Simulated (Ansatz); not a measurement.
C2F5 (SMILES F[C](F)C(F)(F)F): methods side by side

The species is C2F5 (7 atoms), meant as a doublet with charge 0. As SMILES, `F[C](F)C(F)(F)F`. The coordinates come from a PBE0-D4/def2-TZVP relaxation.

Each level gives the vertical energy of the quartet above the doublet (eV). The values are calculated.

| level | kind | program | value (eV) | less CCSD(T)/cc-pVDZ |
| --- | --- | --- | --- | --- |
| U-revPBE/cc-pVDZ | GGA | Ansatz | 10.31 | -1.78 |
| U-r2SCAN0/cc-pVDZ | hybrid meta-GGA | Ansatz | 11.32 | -0.77 |
| UPBE0/cc-pVDZ | global hybrid | Ansatz | 11.12 | -0.97 |
| U-wB97X/cc-pVDZ | range-separated hybrid | Ansatz | 11.49 | -0.60 |
| UB2PLYP/cc-pVDZ | double hybrid | Ansatz | 11.52 | -0.57 |
| UPBE-QIDH/cc-pVDZ | double hybrid | Ansatz | 11.90 | -0.19 |
| UMP2/cc-pVDZ | perturbation theory | Ansatz | 12.11 | +0.02 |
| UCCSD(T)/cc-pVDZ | coupled cluster or CI | Ansatz | 12.09 | 0.00 |

UCCSD(T)/cc-pVDZ is the highest level here, not the true value. The values span 10.31 to 12.11 eV.

Every method places the quartet far above the doublet at this geometry, so the spin ordering of these two states is not in doubt, even though the size of the gap depends on the method. The large separation fits a saturated fluorocarbon radical. The unpaired electron sits mainly in a σ-type orbital on the CF2 carbon, and with no π system to offer a low-lying triplet-type excitation, reaching the quartet means unpairing a σ-bonding or fluorine lone-pair electron and promoting it to a high-lying, probably C–F or C–C antibonding, orbital.

The GGA gives the smallest gap, 10.31 eV, and the hybrids and double hybrids move towards the coupled-cluster value, probably because a larger share of exact exchange widens the separation between occupied and empty levels. MP2 lies almost on top of coupled cluster, but one such match may owe something to error cancellation. Because the basis lacks diffuse functions, the agreement cannot exclude a lower quartet of Rydberg character.
